Seven questions on the atomization energy of CF₃CN

The atomization energy D is the energy needed to pull the molecule apart into six separate atoms:

D = E(atoms) − E(molecule)

When the level of theory changes, both energies on the right change, and D changes by the difference:

change of D = change of E(atoms) − change of E(molecule)

The measured value, with zero-point and thermal terms removed, is the same in every row, so the difference between two misses is the difference between two computed D. A negative miss means that the molecule is bound too weakly. No constant is fitted; the output after the text lists the subtractions.

Ansatz 0.2.0, wave-function and density-functional levels for CF₃CN (neutral singlet) in the cc-pVDZ basis at the MP2(full)/6-31G* geometry, with frozen cores in the wave-function correlation and no relativity. The measured atomization energy is 2675.7 kJ/mol, with zero-point and thermal terms removed; B3LYP uses VWN-RPA.

```
    level  computed less measured atomization energy (kJ/mol)  rough wall time (s)
      RHF                                             -1084.8                    4
     RMP2                                              -105.3                  n/a
     CISD                                              -714.1                   90
    RCCSD                                              -321.1                  n/a
 RCCSD(T)                                              -260.4                    4
  BCCD(T)                                              -258.4                    2
   RCCSDT                                              -261.5                  n/a
RCCSDT(Q)                                              -254.0                  100
      PBE                                               175.6                    1
   revPBE                                                25.3                    1
   r2SCAN                                               -15.5                    2
     PBE0                                               -10.6                    2
    B3LYP                                               -43.4                    2
  wB97X-V                                               -12.3                    5
  wB97M-V                                                 9.4                    6
   B2PLYP                                               -88.6                    2
  RPA-PBE                                              -450.1                    2
```

1. Which level binds least, and why?

RHF does, with only 59% of the measured atomization energy. It lets each electron move in the average field of the others, so electrons of opposite spin come too close together. Bonding makes this fault worse. The separate atoms hold unpaired electrons: one in F, two in C and three in N. Within one atom these have parallel spins, so the Pauli principle already keeps them apart, whereas each bond puts two electrons of opposite spin into the same region. The molecule therefore has more to gain from correlation, the mutual avoidance that RHF leaves out. A stability test also finds that the restricted determinant of this molecule isn't the lowest one: with different orbitals for the two spins its energy would fall further, by an amount not computed here.

2. Does all the correlation energy help to bind?

No, only the surplus of the molecule over the atoms does. At RCCSDT(Q), correlation lowers the molecule by 2651 kJ/mol but raises D by only 831 kJ/mol. The subtraction leaves about 1820 kJ/mol that the separate atoms already have. Less than a third of the molecule's correlation energy thus appears as binding, and a level has to treat atoms and molecule equally well to get that part right.

3. CISD and RCCSD both use single and double excitations. Why does CISD bind so much less?

Take a simpler system, two H₂ molecules far apart. In each of them the electron pair can be excited, and at times both pairs are excited at once, which makes four excited electrons in all. CISD drops this combination, although it describes a single H₂ exactly within the basis. Coupled cluster keeps it as a product of two pair excitations. The analogy ends where pairs interact: in CF₃CN they lie close together, so RCCSD isn't exact either.

The more pairs a system has, the more CISD loses, so the molecule should suffer far more than the small atoms. The numbers bear this out. CISD lacks 422 kJ/mol of the correlation that RCCSD finds in the molecule, and its D is lower by 393 kJ/mol. What is lacking in the atoms follows:

422 − 393 = 29 kJ/mol for all six atoms together

Almost the whole loss arises in the molecule.

4. Do still higher excitations close the gap to the measured value?

They close little of it. Approximate triples, the (T), add 61 kJ/mol to the binding of RCCSD. The three treatments of triples then agree within about 3 kJ/mol, and quadruples add another 7.5 kJ/mol. Yet RCCSDT(Q) still misses the measured value by −254 kJ/mol, about 34 times that last step.

Steps that shrink so fast point away from the excitations and towards the basis. Where two electrons meet, the exact wave function has a sharp kink, and products of smooth orbitals reproduce it only slowly as functions of higher angular momentum are added. A small basis therefore loses correlation energy, and it loses more in the molecule, where more pairs are close. It also gives the RHF density too little freedom to polarize in the bonds. Core correlation, relativity and spin–orbit coupling are left out as well, but for such light atoms they usually come to roughly ten kJ/mol. That the basis is the main cause is thus argued from known physics; a run in a larger basis would test it.

5. RMP2 misses by −105 kJ/mol and RCCSD(T) by −260 kJ/mol. Is RMP2 the better method?

It is closer for the wrong reason. In the same basis RMP2 binds 149 kJ/mol more than RCCSDT(Q), the most complete level here. The subtraction shows where this comes from: on going from RMP2 to RCCSD the molecule drops by only 23 kJ/mol, the atoms by about 239 kJ/mol. That is a surplus of 216 kJ/mol for RMP2; triples and quadruples then lower the molecule more than the atoms and cut it to 149 kJ/mol. RMP2 thus leaves the atoms too high by more than the molecule, which makes the molecule look more strongly bound and hides part of the basis error.

A larger basis would take this cover away. If RMP2 has the same basis error as RCCSDT(Q), and if that error is the whole 254 kJ/mol, then its miss would become

−105 + 254 = +149 kJ/mol

The weak point is the assumption of equal basis errors, so only the sign and the rough size deserve trust.

6. Why do several density functionals come close in the same small basis?

Most of them compute correlation from the electron density and its local properties, without exciting electrons into empty orbitals. They needn't build the kink out of orbital products, and a modest basis already gives a fair density. B2PLYP and RPA-PBE are the exceptions, since both use empty orbitals for correlation. They miss by −89 and −450 kJ/mol, lower than every other functional in the table. For RPA-PBE the basis is only part of the reason, because the method is known to bind too weakly even in large basis sets.

A fair density doesn't make a functional right. PBE overbinds by 176 kJ/mol, revPBE by only 25 kJ/mol, and the two differ solely in how strongly exchange rewards a steep relative change of the density. The stronger reward in revPBE lowers the molecule by 781 kJ/mol, but the atoms by 931 kJ/mol. Free atoms have more of the thin outer regions where the density falls off steeply; in a bond these tails overlap and are partly filled in. The atoms gain more, and D falls.

7. Which digits can be trusted?

That depends on what is compared. Differences between wave-function levels in this basis show what each further excitation does, and there a few kJ/mol carry meaning. Against the measured value, the same levels are all off by more than a hundred kJ/mol. RCCSDT(Q) took far longer than RCCSD(T), about 100 s against 4 s on shared machines, yet it comes only 6 kJ/mol closer.

Four functionals lie within 20 kJ/mol of the measured value, and none of the levels lies within 4 kJ/mol. The order of those four shouldn't be read as a ranking. Each miss is the sum of a functional's own error and a basis error, and a larger basis could shift them by more than the few kJ/mol by which the sizes of these misses differ.

Numerical output:

```
RHF atomization energy, kJ/mol: 1591
RHF share of the measured atomization energy, percent: 59.46
binding added by correlation, RCCSDT(Q) less RHF, kJ/mol: 830.8
correlation energy of the molecule at RCCSDT(Q), size in kJ/mol: 2651
implied correlation energy of the separate atoms, size in kJ/mol: 1821
binding lost by CISD against RCCSD, kJ/mol: 393
correlation missing in the molecule, CISD against RCCSD, kJ/mol: 421.6
implied correlation missing in the atoms, CISD against RCCSD, kJ/mol: 28.58
binding added by (T) to RCCSD, kJ/mol: 60.7
widest gap among the three triples levels, BCCD(T) less RCCSDT, kJ/mol: 3.1
binding added by (Q) to RCCSDT, kJ/mol: 7.5
binding gained from RCCSD(T) to RCCSDT(Q), kJ/mol: 6.4
rough time ratio RCCSDT(Q) to RCCSD(T): 25
RCCSDT(Q) miss as percent of the measured value: 9.493
RCCSDT(Q) miss over the step made by (Q), ratio: 33.87
RMP2 binding less RCCSDT(Q) binding, kJ/mol: 148.7
RMP2 binding less RCCSD binding, kJ/mol: 215.8
drop of the molecule from RMP2 to RCCSD, kJ/mol: 22.76
implied drop of the atoms from RMP2 to RCCSD, kJ/mol: 238.6
PBE binding less revPBE binding, kJ/mol: 150.3
drop of the molecule from PBE to revPBE, kJ/mol: 780.8
implied drop of the atoms from PBE to revPBE, kJ/mol: 931.1
PBE binding less PBE0 binding, kJ/mol: 186.2
RPA-PBE binding less RCCSDT(Q) binding, kJ/mol: -196.1
levels within 20 kJ/mol of the measured value, count: 4
levels within 4 kJ/mol of the measured value, count: 0
smallest miss in size, kJ/mol: 9.4
```
